**Results and discussion: choosing a level for the magnetisability of a chloromethyl aluminate anion**

Whether computer time should go into the basis set or into the functional depends on which magnetic property of this anion is wanted. For the mean magnetisability, a poor basis costs one to two per cent and a change of functional from LDA to wB97X less than one. For the anisotropy the order is reversed: the basis changes it by about three per cent, the step from LDA to wB97X by about fourteen. As a diamagnetic correction to the signal of an unpaired spin, all six levels are equivalent.

Isotropic magnetisability and molar susceptibility of the singlet anion [CH3–AlH2–CH2Cl]⁻, calculated with PySCF 2.14.0 using non-relativistic Kohn–Sham DFT, GIAOs and density fitting. All levels use the same gas-phase conformer, optimised at PBE0-D3(BJ)/def2-SVP, without vibrational averaging.

```tsv
level	magnetisability (1e-30 J/T^2)	susceptibility (1e-6 cm^3/mol)
B3LYP/3-21G	-1183.1	-71.25
LDA/aug-pcSseg-1	-1163.8	-70.08
B3LYP/aug-cc-pVDZ	-1158.7	-69.78
wB97X/aug-pcSseg-1	-1155.9	-69.61
B3LYP/6-31++G(d,p)	-1155.5	-69.59
B3LYP/ANO-RCC-VDZP	-1146.3	-69.03
```

The magnetisability is the magnetic moment induced per unit of field, and the susceptibility is the same result per mole. Both are negative, so the anion is diamagnetic, and a more negative value means a stronger response. Two comparisons are clean: the four B3LYP rows for the basis, and LDA against wB97X in one common basis for the functional. The order of the whole column mixes the two choices and is no ranking of functionals.

**A small remainder of two large terms**

For a field along $z$ the susceptibility $\chi$ has two parts,

$$\chi_{zz}=-a\,\Big\langle \sum_i (x_i^2+y_i^2)\Big\rangle + b\sum_{n}\frac{|\langle n|L_z|0\rangle|^2}{E_n-E_0},$$

with positive constants $a$ and $b$. The first, diamagnetic part measures how far the electrons $i$ lie from the field axis. The second, paramagnetic part measures how readily the field mixes excited states $n$, of energy $E_n$, into the ground state $0$ through the angular momentum $L_z$.

Two limiting cases show how the parts behave. In a spherical closed-shell atom, with the origin at the nucleus, $L_z$ acting on the ground state gives zero, and only the diamagnetic part is left. If the same atom is moved far from the origin, both parts grow without bound, yet their sum must stay the same. A molecule is an assembly of such displaced atoms, so most of the two terms cancels. With the origin at the centre of mass, the total at B3LYP/aug-cc-pVDZ is only about a tenth of the diamagnetic term.

Field-dependent basis functions (GIAOs) are built to respect this cancellation, because each function carries the phase that its own position requires. Theory therefore leads us to expect tolerable totals even from small sets. What remains is the error in how each set describes the electron cloud and its distortion.

**What each basis gets wrong**

Two further limits suggest the sign of a basis error. A basis too stiff to let the orbitals respond loses paramagnetism, and the total becomes too negative. A basis that responds well but cuts off the outer tail of the density loses diamagnetism, and the total becomes too weak. An anion, with its loosely held outer electrons, is sensitive to the second fault.

The 3-21G set has neither polarisation nor diffuse functions, and its result is 2.1% more negative than that of aug-cc-pVDZ. Both terms shrink, the diamagnetic one by 5.2 and the paramagnetic one by 6.7 (in $10^{-6}$ cm³/mol). The stronger total thus does not come from an electron cloud that is wider about the centre of mass; measured from there, the cloud is narrower. The excess arises because the paramagnetic term loses more. The lack of polarisation functions is the likely reason, though no row adds them alone.

ANO-RCC-VDZP errs the other way, by 1.1% relative to aug-cc-pVDZ. It contains polarisation functions, and here the loss of diamagnetism outweighs the loss of paramagnetism. That would fit a clipped tail, as expected for a set without added diffuse functions, but it is no proof, because charge that shifts between atoms also changes both terms. Moreover, the contraction of this set was made for relativistic calculations and is used here in a non-relativistic one, and one row cannot separate these causes.

The 6-31++G(d,p) and aug-cc-pVDZ sets contain both polarisation and diffuse functions, and they agree within 0.3%. Both are of double-zeta quality, so their agreement shows that they are consistent, not that the basis limit has been reached. Their order deserves no explanation.

**What the functional changes**

Between LDA and wB97X the mean magnetisability changes by only 0.7%, but this mean hides a directional effect. At every level the strongest component of the tensor lies along the C–Cl bond. Along that bond LDA is more negative than wB97X by 22.4, and across it by only 0.6 on average (in $10^{-30}$ J/T²). The mean over three directions is $(-22.4-2\times0.6)/3\approx-7.9$, so averaging dilutes the difference to a third.

Another limiting case suggests why the bond is special. If the surroundings of chlorine were exactly symmetric about the C–Cl axis, a field along that axis would find $L_z|0\rangle=0$ there, and chlorine would add no paramagnetism. A field across the bond mixes the chlorine lone pairs with the empty C–Cl antibonding orbital. The resulting paramagnetism weakens the response in those two directions. This argument fits the direction of the strongest component in every row, though the bond from aluminium to the methyl group runs nearly parallel to C–Cl and may contribute.

The argument gives a reason for a special direction, but not for the difference that LDA shows along it. LDA has the slightly larger diamagnetic term, hence an electron cloud slightly wider about the centre of mass, as is plausible for a functional whose self-interaction error loosens the outer electrons of an anion. On average over the axes, a larger paramagnetic term offsets some of this. Along the long axis of the molecule, which runs roughly along the bond, the paramagnetic term is instead smaller in LDA, so that both changes add. The reason for that last change remains open.

The anisotropy, taken as the component along the bond less the mean across it, shows the consequence. It is about −175 in LDA and −153 in wB97X, in the same units. In the four B3LYP rows it stays between −154 and −158, even with 3-21G. Basis errors thus shift the component along the bond and the mean across it by broadly similar amounts, and largely drop out of the difference. The effect of changing between these two functionals does not. For 3-21G this holds only for the mean across the bond: its errors in the separate directions are quite unequal, so a steady anisotropy does not vouch for the whole tensor.

**How much accuracy a purpose needs**

A common use of such numbers is to correct the measured susceptibility of a paramagnetic salt for its diamagnetic part. The signal of one unpaired electron follows from the Curie law, $\chi=C/T$, where $T$ is the temperature and $C=\tfrac18\,g^2S(S+1)$ cm³ K/mol. With $g=2$ and $S=\tfrac12$, $C=\tfrac18\times4\times\tfrac34=\tfrac38$. At 298 K this gives $\chi=\tfrac38/298\approx1258\times10^{-6}$ cm³/mol.

All six levels together span 2.2 in the same units, or 0.18% of that signal. One such anion per spin can therefore be corrected for at any level in the table. The estimate assumes an ideal, isolated spin and fails where neighbouring spins couple. The weight of the correction grows with the number of diamagnetic units per spin and with temperature, since the Curie signal falls as $1/T$.

If the mean magnetisability is itself the goal, and one per cent matters, 3-21G and ANO-RCC-VDZP should be set aside. Either 6-31++G(d,p) or aug-cc-pVDZ, which have both diffuse and polarisation functions, is then a reasonable choice. An accuracy well below one per cent is a different matter. The functional step alone is 0.7%, and vibrational motion, other conformers, the motion of the ion's centre of mass and the current dependence that standard functionals neglect have yet to be included.

For the anisotropy, the functional deserves the first check. LDA stands apart from the other levels, and its self-interaction error is a reason for distrust, but agreement among the others is no measurement of their accuracy. Between wB97X and the B3LYP rows the anisotropy differs by little more than among the B3LYP rows themselves, so these results give a reason to check an LDA value against a hybrid, but none to rank the two hybrids.

**What the levels cost**

The number of basis functions gives a rough guide to cost. The anion needs 58 functions in 3-21G, 122 in 6-31++G(d,p) and 163 in aug-cc-pVDZ. If the work grows as the cube of that number, aug-cc-pVDZ costs about 2.4 times as much as 6-31++G(d,p), for a change of 0.3% in the mean. The count flatters ANO-RCC-VDZP, whose few functions are each built from many primitives.

LDA is cheaper than the hybrids for another reason. Without exact exchange, the orbitals' responses to a magnetic field do not depend on one another and need no iteration. That saving is harmless for the spin correction, but for the anisotropy it is made exactly where the functional matters most.

The output below lists most of the differences and ratios used here.

Numerical output:

```
Mean susceptibility terms (1e-6 cm^3/mol) and magnetisability along and across C-Cl (1e-30 J/T^2):
                 row  diamagnetic  paramagnetic  along  across
         B3LYP/3-21G       -660.8         589.5  -1287   -1131
    LDA/aug-pcSseg-1       -665.9         595.8  -1280   -1106
   B3LYP/aug-cc-pVDZ         -666         596.3  -1264   -1106
  wB97X/aug-pcSseg-1       -665.1         595.5  -1258   -1105
  B3LYP/6-31++G(d,p)       -665.9         596.3  -1260   -1103
  B3LYP/ANO-RCC-VDZP       -663.8         594.8  -1249   -1095
3-21G less aug-cc-pVDZ, B3LYP (1e-30 J/T^2): -24.4
the same step, size in percent: 2.106
ANO-RCC-VDZP less aug-cc-pVDZ, B3LYP (1e-30 J/T^2): 12.4
the same step, size in percent: 1.07
6-31++G(d,p) less aug-cc-pVDZ, B3LYP (1e-30 J/T^2): 3.2
the same step, size in percent: 0.2762
LDA less wB97X, aug-pcSseg-1 (1e-30 J/T^2): -7.9
the same step, size in percent: 0.6835
total as percent of the diamagnetic term, B3LYP/aug-cc-pVDZ: 10.48
diamagnetic term, 3-21G less aug-cc-pVDZ (1e-6 cm^3/mol): 5.245
paramagnetic term, 3-21G less aug-cc-pVDZ (1e-6 cm^3/mol): -6.716
diamagnetic term, ANO-RCC-VDZP less aug-cc-pVDZ (1e-6 cm^3/mol): 2.198
paramagnetic term, ANO-RCC-VDZP less aug-cc-pVDZ (1e-6 cm^3/mol): -1.455
diamagnetic term, LDA less wB97X (1e-6 cm^3/mol): -0.802
paramagnetic term, LDA less wB97X (1e-6 cm^3/mol): 0.3293
magnetisability along C-Cl, LDA less wB97X (1e-30 J/T^2): -22.44
mean magnetisability across C-Cl, LDA less wB97X (1e-30 J/T^2): -0.6309
paramagnetic term along the long inertial axis a, LDA less wB97X (1e-6 cm^3/mol): -0.309
spread of the susceptibility over all rows (1e-6 cm^3/mol): 2.22
Curie susceptibility of one spin 1/2 at 298 K (1e-6 cm^3/mol): 1258
spread as percent of that Curie susceptibility: 0.1764
basis functions by definition of the set, 3-21G: 58
basis functions by definition of the set, 6-31++G(d,p): 122
basis functions by definition of the set, aug-cc-pVDZ: 163
cubic cost guide, aug-cc-pVDZ over 6-31++G(d,p): 2.385
```
